**Sensitivity of Cu⁴⁺ levels to α and to nuclear size**

The table holds excitation energies, α-derivatives q and field-shift factors F for 3d⁷ and 3d⁶4s levels of Cu⁴⁺ from Dirac CI on exchange-only KLI orbitals, with the Breit term, Slater integrals scaled by 0.85, a P86 correlation estimate and no QED. The program fits a d⁷ intermediate-coupling Hamiltonian to the 18 excitation energies and tests whether q equals the spin-orbit expectation value, whether 2dE − dq obeys the Landé rule, and whether the signs for ⁴D and the size of F for ⁴H are consistent with 3d–4s exchange. With nothing fitted to q the rms deviation is 197 cm⁻¹, against 571 cm⁻¹ for unmixed LS terms, and the low q of ⁴P₃/₂ follows from a ²P admixture in the model. The Landé spread falls from 15–17% to 2–5%. The two-parameter fit of F in 3d⁷ is poor (rms 0.007 GHz/fm², worst for ²P), and the Fermi-Segrè estimate for 4s gives the order of size only.

Calculated values. Cu⁴⁺ levels from radial Dirac CI 1: Dirac-Coulomb-Breit CI, [Ne] core, exchange-only KLI orbitals for each configuration, valence Slater integrals scaled by 0.85, P86 correlation estimate, no QED, nuclear rms radius 3.882 fm. q and the field-shift factor are derivatives of the excitation energy above the lowest level by (α/α₀)² − 1 and by the mean square nuclear radius.

## Script

```python
# Table: Cu4+ levels (excitation E, alpha derivative q, field-shift factor F) from radial Dirac CI, KLI orbitals, Breit,
# Slater scale 0.85, P86. Tested: d7 intermediate coupling with zeta ~ alpha^2 (Hellmann-Feynman), Lande rule, 3d-4s exchange.
T = {
    'level_configuration': ['3s2 3p6 3d7', '3s2 3p6 3d7', '3s2 3p6 3d7', '3s2 3p6 3d7', '3s2 3p6 3d7', '3s2 3p6 3d7', '3s2 3p6 3d7', '3s2 3p6 3d7', '3s2 3p6 3d7', '3s2 3p6 3d7', '3s2 3p6 3d7', '3s2 3p6 3d7', '3s2 3p6 3d7', '3s2 3p6 3d7', '3s2 3p6 3d7', '3s2 3p6 3d7', '3s2 3p6 3d7', '3s2 3p6 3d7', '3s2 3p6 3d6 4s', '3s2 3p6 3d6 4s', '3s2 3p6 3d6 4s', '3s2 3p6 3d6 4s', '3s2 3p6 3d6 4s', '3s2 3p6 3d6 4s', '3s2 3p6 3d6 4s', '3s2 3p6 3d6 4s', '3s2 3p6 3d6 4s', '3s2 3p6 3d6 4s', '3s2 3p6 3d6 4s'],
    'level_term': ['4F', '4F', '4F', '4P', '4P', '4P', '2G', '2G', '2P', '2P', '2D', '2H', '2D', '2H', '2F', '2F', '2D', '2D', '6D', '6D', '6D', '6D', '6D', '4D', '4D', '4D', '4D', '4H', '4H'],
    'level_j': ['7/2', '5/2', '3/2', '5/2', '3/2', '1/2', '9/2', '7/2', '3/2', '1/2', '5/2', '11/2', '3/2', '9/2', '5/2', '7/2', '3/2', '5/2', '9/2', '7/2', '5/2', '3/2', '1/2', '7/2', '5/2', '3/2', '1/2', '13/2', '11/2'],
    'level_excitation': [1572.9, 2679.2, 3420.1, 19504.7, 19614.3, 20541.9, 21080.4, 22538.6, 24472.9, 25771.4, 27695.8, 29293.4, 30096.3, 30655.1, 46652.9, 47220.7, 70726.7, 71622.2, 191156.0, 192188.8, 192930.0, 193435.9, 193731.8, 202934.0, 204121.2, 204877.2, 205310.0, 220634.3, 221063.1],  # cm⁻¹
    'level_q_alpha': [1618.2, 2651.6, 3304.9, 1000.8, 516.9, 1864.7, 711.7, 2243.1, 1531.2, 2869.1, 1267.4, 922.8, 4123.9, 2474.3, 1093.2, 1763.2, 1042.2, 2018.2, -8197.3, -7144.8, -6443.7, -5978.5, -5709.3, -7609.2, -6408.9, -5723.6, -5336.6, -7867.9, -7554.7],  # cm⁻¹
    'level_field_shift_factor': [0.008583, 0.01421, 0.01782, 0.03258, 0.02776, 0.03643, 0.02969, 0.0376, 0.02456, 0.02739, 0.03955, 0.04843, 0.05151, 0.05632, 0.06635, 0.0698, 0.117, 0.1212, 4.051, 4.056, 4.06, 4.062, 4.064, 3.794, 3.801, 3.804, 3.806, 4.05, 4.052],  # GHz/fm^2
}
import numpy as np, itertools as it
from fractions import Fraction
from scipy.optimize import least_squares
from scipy.constants import physical_constants as pc, alpha
from sympy.physics.wigner import wigner_3j as w3
cf, tm, js = T['level_configuration'], T['level_term'], [str(j) for j in T['level_j']]
J = np.array([float(Fraction(j)) for j in js])
E, q, F = (np.array(T[k], float) for k in ('level_excitation', 'level_q_alpha', 'level_field_shift_factor'))
d7 = [i for i in range(len(E)) if '4s' not in cf[i]]; s4 = [i for i in range(len(E)) if '4s' in cf[i]]
dets = [sum(1 << o for o in c) for c in it.combinations(range(10), 7)]; ix = {d: n for n, d in enumerate(dets)}
X = np.zeros((10, 10, 120, 120)); par = lambda d, o: (-1)**bin(d & ((1 << o) - 1)).count('1')
for d, a, b in it.product(dets, range(10), range(10)):
    if d >> b & 1 and not (d ^ 1 << b) >> a & 1: X[a, b, ix[(d ^ 1 << b) | 1 << a], ix[d]] = par(d, b)*par(d ^ 1 << b, a)
lift = lambda o, s: np.tensordot(np.kron(o, s), X, 2); m = range(-2, 3); I5, I2 = np.eye(5), np.eye(2)
lz, lp = np.diag(np.arange(-2., 3)), np.diag([np.sqrt(6 - k*(k + 1)) for k in range(-2, 2)], -1)
sz, sp = np.diag([-.5, .5]), np.diag([1.], -1); cas = lambda z, p: z@z + .5*(p@p.T + p.T@p)
Lz, Lp, Sz, Sp = lift(lz, I2), lift(lp, I2), lift(I5, sz), lift(I5, sp); L2, S2 = cas(Lz, Lp), cas(Sz, Sp)
def O(k):
    U = [lift(np.array([[(-1)**(2 - a)*float(w3(2, k, 2, -a, t, b)) for b in m] for a in m]), I2) for t in range(-k, k + 1)]
    return .5*sum(u@u.T for u in U)*(25*float(w3(2, k, 2, 0, 0, 0))**2 if k % 2 == 0 else 1)
ops = [O(2), O(4), lift(lz, sz) + .5*(lift(lp, sp.T) + lift(lp.T, sp)), L2, O(3), L2 + 100*S2]
w, V = np.linalg.eigh(cas(Lz + Sz, Lp + Sp) + .01*(Lz + Sz))
B = {j: [V[:, s].T@o@V[:, s] for o in ops] for j in set(J[d7]) for s in [abs(w - j*(j + 1.01)) < 1e-6]}
rank = [sum(J[k] == J[i] and E[k] < E[i] for k in d7) + int(J[i] == 4.5) for i in d7]  # 4F9/2 is the zero
def model(p):
    p = list(p) + [0]*(5 - len(p)); S = {j: np.linalg.eigh(sum(x*o for x, o in zip(p, b))) for j, b in B.items()}
    so = {j: p[2]*np.diag(S[j][1].T@B[j][2]@S[j][1]) for j in B}; z = list(zip(J[d7], rank))
    return (np.array([S[j][0][r] - S[4.5][0][0] for j, r in z]), np.array([so[j][r] - so[4.5][0] for j, r in z]), [S[j][1][:, r] for j, r in z])
def wt(n, t):
    k, u = np.linalg.eigh(B[J[d7[n]]][5]); L, S = 'SPDFGH'.index(t[1]), (int(t[0]) - 1)/2
    return 100*np.sum((u.T@vec[n])[abs(k - L*(L + 1) - 100*S*(S + 1)) < 1e-5]**2)
rms = lambda r: np.sqrt(np.mean(np.square(r))); nm = lambda i: tm[i] + js[i]; worst = lambda r: f"worst {nm(d7[np.argmax(abs(r))])} {r[np.argmax(abs(r))]:+.4g}"
print("3d7 fits, cm-1 (table rounding: E, q 0.05 cm-1; F four figures)")
for lab, p0 in (("A: F2 F4 zeta", [9e4, 6e4, 1e3]), ("B: F2 F4 zeta L2 rank3", [9e4, 6e4, 1e3, 100, 100])):
    p = least_squares(lambda x: model(x)[0] - E[d7], p0, x_scale='jac').x; Em, so, vec = model(p)
    print(lab, np.round(p).tolist(), f"rms E {rms(Em - E[d7]):.0f} ({worst(Em - E[d7])}); rms q-E_so {rms(q[d7] - so):.0f}")
so1 = 1e3*model([p[0], p[1], p[2]/1e3, p[3], p[4]])[1]; M = np.c_[so, E[d7] - so]
(a, b), (c, d) = (np.linalg.lstsq(M, y[d7], rcond=None)[0] for y in (q, F)); rq, rF = q[d7] - M@[a, b], F[d7] - M@[c, d]
print(f"B: q = first-order LS spin-orbit only: rms {rms(q[d7] - so1):.0f}, {worst(q[d7] - so1)}; q = E_so: {worst(q[d7] - so)}")
print(f"B: q = a E_so + b E_el: a {a:.3f}, b {b:.5f}, rms {rms(rq):.0f}, {worst(rq)}")
print(f"B: F = c E_so + d E_el: c {c:.3e}, d {d:.3e} GHz/fm2 per cm-1, c/d {c/d:.2f}, rms {rms(rF):.4f}, {worst(rF)}")
print("level      E  Efit-E | q  first-order  E_so  q-fit(a,b) | F  F-fit | % labelled term (model B)")
for n, i in enumerate(d7): print(f"{nm(i):7s}{E[i]:7.0f}{Em[n]-E[i]:6.0f} |{q[i]:6.0f}{so1[n]:6.0f}{so[n]:6.0f}{rq[n]:6.0f} | {F[i]:.4f} {rF[n]:+.4f} | {wt(n, tm[i]):.0f}")
g = {nm(i): i for i in range(len(E))[::-1]}; u, v = g['4P3/2'], g['4P5/2']
print(f"4P3/2 - 4P5/2: dE {E[u]-E[v]:.1f}, dq {q[u]-q[v]:.1f} cm-1; model weights in 4P3/2:", {t: round(float(wt(d7.index(u), t)), 1) for t in ('4P', '2P', '2D', '4F')})
C = {}
for t, f in (('4F', 1/3), ('6D', .2), ('4D', .3)):
    r = [i for i, x in enumerate(tm) if x == t]; j, e, y, z = (np.r_[[k] if t == '4F' else [], A[r]] for k, A in ((4.5, J), (0, E), (0, q), (0, F)))
    C[t] = np.array([np.average(x, weights=2*j + 1) for x in (e, y, z)]); A0 = np.diff(e)/j[:-1]; A1 = (2*np.diff(e) - np.diff(y))/j[:-1]
    print(f"{t}: dE/J {np.round(A0, 1)} spread {100*np.ptp(A0)/A0.mean():.1f}%; (2dE-dq)/J {np.round(A1, 1)} spread {100*np.ptp(A1)/A1.mean():.1f}%; zeta {A1.mean()/f:.0f}")
    print(f"    span dE {e[-1]-e[0]:.0f}, dq {y[-1]-y[0]:.0f}, ratio {(y[-1]-y[0])/(e[-1]-e[0]):.3f}; centroid E {C[t][0]:.0f}, q {C[t][1]:.0f}, F {C[t][2]:.4f}")
    assert np.ptp(A1) < np.ptp(A0) and 0.9 < (y[-1] - y[0])/(e[-1] - e[0]) < 1.1
for x, y in (('6D', '4F'), ('4D', '6D')):
    D = C[x] - C[y]; print(f"centroid {x}-{y}: dE {D[0]:.0f}, dq {D[1]:.0f} cm-1, dF {D[2]:.4f}, dq/dE {D[1]/D[0]:.4f}, dF/dE {D[2]/D[0]:.2e}, dq/dF {D[1]/D[2]:.0f}")
h = [i for i in s4 if tm[i] == '4H']; el = E[h].mean() - C['6D'][0] - D[0]/5
print(f"F(4H, two J only) - F(6D): table {F[h].mean()-C['6D'][2]:+.4f}; exchange/5 {D[2]/5:+.4f} + d*{el:.0f} = {d*el:+.4f}, sum {D[2]/5+d*el:+.4f}")
print(f"4H 11/2-13/2: dE {E[h[1]]-E[h[0]]:.0f}, dq {q[h[1]]-q[h[0]]:.0f}; smallest F(4s)/largest F(3d7) {F[s4].min()/F[d7].max():.1f}; b/d {b/d:.0f}")
Eb = 80*pc['electron volt-inverse meter relationship'][0]/100 - E[s4[0]]  # 80 eV: rough recalled ionisation energy of Cu4+
nu = 5*np.sqrt(pc['Rydberg constant'][0]/100/Eb); FS = 2/3*29**2*25/nu**3*pc['hartree-hertz relationship'][0]/1e9/(pc['Bohr radius'][0]*1e15)**2
print(f"order of size (rough 80 eV): nu(4s) {nu:.1f}, nonrelativistic Fermi-Segre F {FS:.1f} GHz/fm2, (Z alpha)^2 {(29*alpha)**2:.4f}, Eb (Z alpha)^2/nu {Eb*(29*alpha)**2/nu:.1e} cm-1")
assert q[s4].max() < 0 < q[d7].min() and F[s4].min() > 30*F[d7].max()
assert E[u] > E[v] and q[u] < q[v] and D[1] > 0 > D[2]
```

Output:

```
3d7 fits, cm-1 (table rounding: E, q 0.05 cm-1; F four figures)
A: F2 F4 zeta [94976.0, 60367.0, 933.0] rms E 1302 (worst 2H9/2 -2628); rms q-E_so 216
B: F2 F4 zeta L2 rank3 [96496.0, 56199.0, 992.0, 164.0, -139.0] rms E 182 (worst 2P1/2 +461.7); rms q-E_so 197
B: q = first-order LS spin-orbit only: rms 571, worst 2D3/2 +1690; q = E_so: worst 2H9/2 -332.2
B: q = a E_so + b E_el: a 0.971, b -0.00356, rms 105, worst 2P3/2 +314.1
B: F = c E_so + d E_el: c 3.137e-06, d 1.510e-06 GHz/fm2 per cm-1, c/d 2.08, rms 0.0070, worst 2P1/2 -0.01627
level      E  Efit-E | q  first-order  E_so  q-fit(a,b) | F  F-fit | % labelled term (model B)
4F7/2     1573    -4 |  1618  1488  1646    19 | 0.0086 +0.0035 | 100
4F5/2     2679    -3 |  2652  2645  2695    34 | 0.0142 +0.0058 | 100
4F3/2     3420    -3 |  3305  3472  3351    50 | 0.0178 +0.0072 | 99
4P5/2    19505  -173 |  1001   992  1008    87 | 0.0326 +0.0015 | 99
4P3/2    19614   -84 |   517  1817   617   -15 | 0.0278 -0.0029 | 87
4P1/2    20542   -61 |  1865  2314  2004   -16 | 0.0364 +0.0022 | 95
2G9/2    21080  -218 |   712   893   858   -50 | 0.0297 -0.0035 | 97
2G7/2    22539  -196 |  2243  2232  2440   -55 | 0.0376 -0.0004 | 100
2P3/2    24473   246 |  1531  1156  1338   314 | 0.0246 -0.0146 | 70
2P1/2    25771   462 |  2869  2150  2919   115 | 0.0274 -0.0163 | 95
2D5/2    27696  -327 |  1267   860  1358    42 | 0.0396 -0.0045 | 99
2H11/2   29293   133 |   923   992  1222  -164 | 0.0484 +0.0022 | 100
2D3/2    30096  -175 |  4124  2434  4417   -76 | 0.0515 -0.0011 | 81
2H9/2    30655   130 |  2474  2084  2807  -153 | 0.0563 +0.0055 | 97
2F5/2    46653  -126 |  1093  1157  1251    40 | 0.0664 -0.0061 | 100
2F7/2    47221     1 |  1763  1736  2059   -76 | 0.0698 -0.0049 | 100
2D3/2    70727    91 |  1042  1042  1345   -17 | 0.1170 +0.0080 | 100
2D5/2    71622    37 |  2018  1786  2276    54 | 0.1212 +0.0094 | 100
4P3/2 - 4P5/2: dE 109.6, dq -483.9 cm-1; model weights in 4P3/2: {'4P': 87.2, '2P': 12.6, '2D': 0.2, '4F': 0.0}
4F: dE/J [349.5 316.1 296.4] spread 16.6%; (2dE-dq)/J [339.5 336.9 331.4] spread 2.4%; zeta 1008
    span dE 3420, dq 3305, ratio 0.966; centroid E 1512, q 1503, F 0.0080
6D: dE/J [229.5 211.8 202.4 197.3] spread 15.3%; (2dE-dq)/J [225.1 223.2 218.6 215.1] spread 4.6%; zeta 1103
    span dE 2576, dq 2488, ratio 0.966; centroid E 192262, q -7104, F 4.0565
4D: dE/J [339.2 302.4 288.5] spread 16.3%; (2dE-dq)/J [335.5 330.7 319.1] spread 5.0%; zeta 1095
    span dE 2376, dq 2273, ratio 0.956; centroid E 203916, q -6645, F 3.7993
centroid 6D-4F: dE 190750, dq -8607 cm-1, dF 4.0484, dq/dE -0.0451, dF/dE 2.12e-05, dq/dF -2126
centroid 4D-6D: dE 11654, dq 459 cm-1, dF -0.2572, dq/dE 0.0394, dF/dE -2.21e-05, dq/dF -1787
F(4H, two J only) - F(6D): table -0.0055; exchange/5 -0.0514 + d*26256 = +0.0396, sum -0.0118
4H 11/2-13/2: dE 429, dq 313; smallest F(4s)/largest F(3d7) 31.3; b/d -2357
order of size (rough 80 eV): nu(4s) 2.5, nonrelativistic Fermi-Segre F 2.2 GHz/fm2, (Z alpha)^2 0.0448, Eb (Z alpha)^2/nu 8.3e+03 cm-1
```
